**Note 1. Premises.** The result associated with Melander (1960) and Westheimer (1961) rests on four assumptions.

(a) Born–Oppenheimer: barrier height, geometry and force constants do not depend on the mass $m$ of the transferred atom X (H or D).
(b) Conventional transition-state theory at the saddle point, with harmonic modes and, until Note 9, no tunnelling.
(c) A, X and B are point masses moving on a line. The reactants are the diatomic A–X and a free B.
(d) The potential has zero curvature along the reaction coordinate.

Force constants are in mdyn/Å and masses in u, so an eigenvalue $\lambda=\omega^2$ converts as $\tilde\nu=1302.79\sqrt{\lambda}$ cm$^{-1}$. Reduced frequencies are $u=\hbar\omega/k_BT=c_2\tilde\nu/T$ with $c_2=hc/k_B=1.4388$ cm K. Rate ratios are per bond, with reaction-path degeneracy divided out.

**Note 2. The sign of $F_{12}$.** With displacements $x_A,x_X,x_B$ along the axis, the bond extensions are $r_1=x_X-x_A$ and $r_2=x_B-x_X$, and

$$V=\tfrac12F_1r_1^2+\tfrac12F_2r_2^2+F_{12}r_1r_2,\qquad F_1,F_2>0. \tag{1}$$

A saddle needs $\det\mathbf F=F_1F_2-F_{12}^2<0$, and premise (d) is the borderline $\det\mathbf F=0$. That condition has two roots. For $F_{12}=+\sqrt{F_1F_2}$,

$$V=\tfrac12 s^2,\qquad s=\sqrt{F_1}\,r_1+\sqrt{F_2}\,r_2, \tag{2}$$

and $V$ vanishes along $r_1:r_2=\sqrt{F_2}:-\sqrt{F_1}$. One bond lengthens while the other shortens, which is atom transfer. The negative root would make simultaneous stretching of both bonds free, which is dissociation into three pieces. Only the positive root belongs to the problem. In a late transition state the new bond is the stiffer one, $F_2>F_1$, and along the flat direction A–X lengthens $\sqrt{F_2/F_1}$ times as fast as X–B shortens.

**Note 3. The secular equation.** Write $\mathbf r=\mathbf B\mathbf x$, with rows $(-1,1,0)$ and $(0,-1,1)$. Newton's equations $\mathbf M\ddot{\mathbf x}=-\mathbf B^{T}\mathbf F\mathbf r$, multiplied by $\mathbf B\mathbf M^{-1}$, give $\ddot{\mathbf r}=-\mathbf G\mathbf F\mathbf r$ with $\mathbf G=\mathbf B\mathbf M^{-1}\mathbf B^T$:

$$G_{11}=\frac1{m_A}+\frac1m,\qquad G_{22}=\frac1{m_B}+\frac1m,\qquad G_{12}=-\frac1m .$$

The two eigenvalues of $\mathbf{GF}$ obey

$$\lambda_++\lambda_-=\frac{F_1}{m_A}+\frac{F_2}{m_B}+\frac{F_1+F_2-2F_{12}}{m}, \tag{3}$$

$$\lambda_+\lambda_-=\det\mathbf G\,\det\mathbf F,\qquad \det\mathbf G=\frac{M}{m_A\,m\,m_B},\quad M=m_A+m+m_B. \tag{4}$$

The $1/m^2$ terms in $G_{11}G_{22}-G_{12}^2$ cancel, which leaves the three cross terms that sum to $M/(m_Amm_B)$. Under (d), Eq. (4) forces $\lambda_-=0$, so the trace is the whole real eigenvalue. Since $F_1+F_2-2\sqrt{F_1F_2}$ is a perfect square,

$$\omega^2=\frac{F_1}{m_A}+\frac{F_2}{m_B}+\frac{(\sqrt{F_1}-\sqrt{F_2})^2}{m}. \tag{5}$$

**Note 4. Why the square appears.** In Cartesian terms $s=\sum_ic_ix_i$ with $c_A=-\sqrt{F_1}$, $c_X=\sqrt{F_1}-\sqrt{F_2}$, $c_B=\sqrt{F_2}$. From Eq. (2), $m_i\ddot x_i=-c_is$. Multiplying by $c_i/m_i$ and summing gives $\ddot s=-\left(\sum_ic_i^2/m_i\right)s$, which is Eq. (5) again, with amplitudes $x_i\propto c_i/m_i$. Each term $c_i^2/m_i$ is proportional to $m_ix_i^2$, the kinetic energy of that atom in the mode. Therefore

$$\frac{\partial\ln\omega}{\partial\ln m}=-\frac12\,\frac{(\sqrt{F_1}-\sqrt{F_2})^2/m}{\omega^2},$$

minus one half of the share of kinetic energy carried by X. At $F_1=F_2$ the two bond forces on X cancel at every instant, X stays at rest, and its mass cannot enter. "Symmetric" here means equal force constants. It doesn't require $m_A=m_B$, equal bond lengths or thermoneutrality.

**Note 5. From frequency to rate ratio.** Textbooks often pass directly to zero-point energies. The full step is short. In $k=(k_BT/h)\,(Q^\ddagger/Q_{AX}Q_B)\,e^{-V^\ddagger/k_BT}$, with energies counted from the potential minimum and the saddle, $V^\ddagger$ and $Q_B$ cancel between isotopes by (a). Translation on a line contributes a factor proportional to the square root of the total mass. An oscillator contributes $\sum_ne^{-(n+1/2)u}=1/[2\sinh(u/2)]$. The complex has one translation (mass $M$) and the one real stretch $u^\ddagger$; the reactant has one translation (mass $m_A+m$) and one stretch $u^0$, with $(\omega^0)^2=F_0(1/m_A+1/m)$. Hence

$$\frac{k_H}{k_D}=P\;\frac{\sinh(u^0_H/2)}{\sinh(u^0_D/2)}\;S,\qquad S=\frac{\sinh(u^\ddagger_D/2)}{\sinh(u^\ddagger_H/2)},\qquad P=\sqrt{\frac{M_H\,(m_A+m_D)}{M_D\,(m_A+m_H)}} . \tag{6}$$

For large $u$ each sinh becomes an exponential, and $\ln(k_H/k_D)\approx\ln P+\tfrac12\left[(u^0_H-u^0_D)-(u^\ddagger_H-u^\ddagger_D)\right]$, the familiar zero-point form.

**Note 6. The maximum.** All dependence on the transition-state force field sits in $S$. Subtracting Eq. (5) for the two isotopes,

$$\omega_H-\omega_D=\frac{(\sqrt{F_1}-\sqrt{F_2})^2\,(1/m_H-1/m_D)}{\omega_H+\omega_D}\ \ge 0 . \tag{7}$$

Because sinh increases monotonically, $S\le1$, with equality only at $F_1=F_2$. So at every temperature

$$\frac{k_H}{k_D}\le P\,\frac{\sinh(u^0_H/2)}{\sinh(u^0_D/2)}, \tag{8}$$

and the ceiling is reached by the symmetric transition state. Two qualifications follow from the proof. The comparison is made at fixed reactant bond and fixed masses, so a reaction series in which $F_0$ changes moves the ceiling itself. And Eq. (7) is quadratic in the asymmetry, so the maximum is flat: a value near the ceiling limits $F_2/F_1$ only loosely and never says whether the saddle is early or late. At the extremes, $F_2\to0$ with $F_1\to F_0$ returns the reactant frequency and $k_H/k_D\to P$, while $F_1\to0$ gives the X–B diatomic and the vibrational part of the equilibrium isotope effect.

**Note 7. The ratio of imaginary frequencies survives.** Bigeleisen's form of the isotope effect starts with $\nu^\ddagger_H/\nu^\ddagger_D$, where $\lambda_-=-(2\pi\nu^\ddagger)^2$. Under (d) this looks like $0/0$. But $\det\mathbf F$ cancels between isotopes in Eq. (4) for any nonzero value, so the limit exists:

$$\frac{\nu^\ddagger_H}{\nu^\ddagger_D}=\sqrt{\frac{M_Hm_D}{M_Dm_H}}\;\frac{\omega_D}{\omega_H}. \tag{9}$$

Now write $1/[2\sinh(u/2)]=\Gamma(u)/u$ with $\Gamma(u)=(u/2)/\sinh(u/2)$. The diatomic ratio is $\omega^0_H/\omega^0_D=\sqrt{m_D(m_A+m_H)/[m_H(m_A+m_D)]}$, and multiplying it by $P$ gives the square root in Eq. (9). Equation (6) becomes

$$\frac{k_H}{k_D}=\frac{\nu^\ddagger_H}{\nu^\ddagger_D}\;\frac{\Gamma(u^\ddagger_H)}{\Gamma(u^\ddagger_D)}\;\frac{\Gamma(u^0_D)}{\Gamma(u^0_H)} . \tag{10}$$

As $T\to\infty$, $\Gamma\to1$ and the effect tends to Eq. (9), which also peaks at $F_1=F_2$. In three dimensions the Teller–Redlich product rule, the general form of Eq. (4), absorbs the remaining translations and the classical rotations in the same way, and Eq. (10) gains one $\Gamma$ ratio for each further real mode. Premise (c) thus amounts to assuming that these further ratios cancel between reactant and saddle.

**Note 8. What remains when the barrier is curved.** The bound (8) does not need (d). With $\mathbf K=\mathbf B^T\mathbf F\mathbf B$, the positive eigenvalue is $\lambda_+=\max_{\mathbf x}\,\mathbf x^T\mathbf K\mathbf x/\mathbf x^T\mathbf M\mathbf x$. Take the maximiser for D and insert it in the quotient for H: the numerator is unchanged and the denominator is smaller unless $x_X=0$. So $\omega_H\ge\omega_D$, with equality only if X rests. What changes is the condition for rest. Put $x_X=0$. Zero total momentum gives $r_1:r_2=1/m_A:1/m_B$, and zero force on X gives $F_1r_1+F_{12}r_2=F_{12}r_1+F_2r_2$, so

$$\frac{F_{12}-F_1}{m_A}=\frac{F_{12}-F_2}{m_B}. \tag{11}$$

The eigenvalue is then $F_1/m_A+F_{12}/m_B>0$, so this is the real mode. When $F_{12}=\sqrt{F_1F_2}$ lies between $F_1$ and $F_2$, the two sides have opposite signs and only $F_1=F_2$ solves Eq. (11). When $F_{12}$ exceeds both constants, unequal end masses move the solution away from symmetry. For $m_A\gg m_B$ it is $F_2=F_{12}-(m_B/m_A)(F_{12}-F_1)$, slightly below $F_{12}$ and nearly independent of $F_1$. A late saddle with a light attacking atom can therefore sit at the ceiling.

**Note 9. Range of validity.** Equation (5) is exact for Eq. (2). As a description of a real saddle it needs $|\lambda_-|\ll\lambda_+$, since by Eq. (3) $\lambda_+$ is the trace plus $|\lambda_-|$ and the trace itself falls as $F_{12}$ grows. Equation (6) also omits the following.

*Tunnelling.* For a parabolic barrier the transmission probability is $1/[1+e^{-2\pi\epsilon/u^*}]$, with $\epsilon$ the energy above the barrier top in units of $k_BT$ and $u^*=h\nu^\ddagger/k_BT$. Its thermal average $\int e^{-\epsilon}[1+e^{-2\pi\epsilon/u^*}]^{-1}d\epsilon$ over all $\epsilon$ is $\kappa=(u^*/2)/\sin(u^*/2)$, which converges only for $u^*<2\pi$, above $T_c=h\nu^\ddagger/2\pi k_B$. Premise (d) sets $\kappa=1$ identically, and the ceiling (8) doesn't bind once $\kappa_H/\kappa_D$ multiplies Eq. (6).

*Bends and internal modes of A*, whose $\Gamma$ ratios need not cancel.

*Anharmonicity, recrossing, and isotope-dependent displacement of the bottleneck* from the saddle.

**Note 10. Illustration: H + CH$_4$ against D abstraction in H + CH$_3$D, 500 K.** Take A = CH$_3$ as a point mass $m_A=15.024$, with $m_B=m_H=1.008$ and $m_D=2.014$. A typical harmonic C–H constant $F_0=5.4$ gives 3115 and 2272 cm$^{-1}$, a shift of 843 cm$^{-1}$. With $P=1.002$ the ceiling (8) is 3.37 at 500 K (7.7 at 298 K). For the late saddle assume $F_1=0.30$ (C···X) and $F_2=1.80$ (X···H), so that $\sqrt{F_2/F_1}=2.45$.

*Flat barrier.* Here $F_{12}=0.735$. The three terms of Eq. (5) are 0.020, 1.786 and 0.625 for H, the last becoming 0.313 for D, so $\lambda_H=2.431$ and $\lambda_D=2.119$. The transferred H carries a share 0.26 of the kinetic energy, and most of the rest belongs to the attacking H. Equation (9) gives 1.28, against 1.37 at symmetry. Pushing lateness to its end, $F_1=0$ and $F_2=5.75$ (approximately the H$_2$ constant), yields a shift of 589 cm$^{-1}$, $S=0.429$ and $k_H/k_D=1.45$. The effect stays above unity because the light end atom keeps the H$_2$/HD shift below the C–H/C–D shift.

*Curved barrier.* The H + CH$_4$ saddle typically has a real C–H–H stretch near 1800 cm$^{-1}$ and an imaginary frequency of roughly $1400i$ to $1500i$ cm$^{-1}$. The set $F_1=0.30$, $F_2=1.80$, $F_{12}=1.60$ was chosen to reproduce this behaviour. Then $\det\mathbf F=-2.02$, and Eqs. (3) and (4) give $\lambda_+=1.901$, $\lambda_-=-1.186$ for H and $\lambda_+=1.891$, $\lambda_-=-0.632$ for D. The imaginary frequencies are $1419i$ and $1036i$ cm$^{-1}$.

| model | $F_{12}$ | $\tilde\nu_H$ (cm$^{-1}$) | $\tilde\nu_D$ (cm$^{-1}$) | shift (cm$^{-1}$) | $S$ | $k_H/k_D$, Eq. (6) |
|---|---|---|---|---|---|---|
| flat, Eq. (5) | 0.735 | 2031 | 1896 | 135 | 0.822 | 2.77 |
| curved | 1.60 | 1796 | 1792 | 4 | 0.994 | 3.35 |

The ratio $|\lambda_-|/\lambda_+=0.62$ is far from small, so premise (d) fails in this setting. Equation (11) puts the resting point at $F_2=1.51$, close enough to 1.80 that the same late saddle lies almost at the ceiling. Two frequencies cannot fix three constants, but the conclusion does not hang on the assumed $F_1$: holding both H eigenvalues fixed and setting $F_1=0$ requires $F_{12}=1.42$ and $F_2=1.78$, and the shift rises only to 11 cm$^{-1}$.

*Size of the omitted terms.* The curved model has $T_c=325$ K, so the parabolic formula cannot be used at room temperature. At 500 K, $\kappa_H=2.29$ and $\kappa_D=1.49$, a ratio of 1.53 that lifts the model's value from 3.35 to about 5.1. For bending, take two reactant modes at about 1400 cm$^{-1}$ and two saddle modes at about 1100 cm$^{-1}$, both typical. If each scaled as $m^{-1/2}$, the strongest dependence possible, the reactant pair would multiply Eq. (10) by 1.8 and the saddle pair would divide it by 1.5. The bending factor of these modes thus lies between 0.7 and 1.8, with partial cancellation leaving a remainder of either sign. Both corrections rival or exceed the asymmetry factor 0.822 of the flat model, so the third figure in the table only serves to compare its two rows.

These numbers are the model's. As typical knowledge, multidimensional rate calculations put the primary H/D effect for this abstraction at roughly 3 to 6 near 500 K, and the flat-barrier value of about 2.8 misses on the low side by up to a factor of two. The curved value 3.35 lies inside that range without any tunnelling, and the bending factor alone spreads it over 2.3 to 5.9. Even the flat model reaches 3.4 at $\kappa=1$ if both bending pairs scale as $m^{-1/2}$, a net factor of 1.22. A primary effect of this size in H + CH$_4$ is therefore compatible with a nearly resting X, with appreciable tunnelling and with a late transition state, but its magnitude alone cannot establish tunnelling or separate it from the bending and asymmetry factors.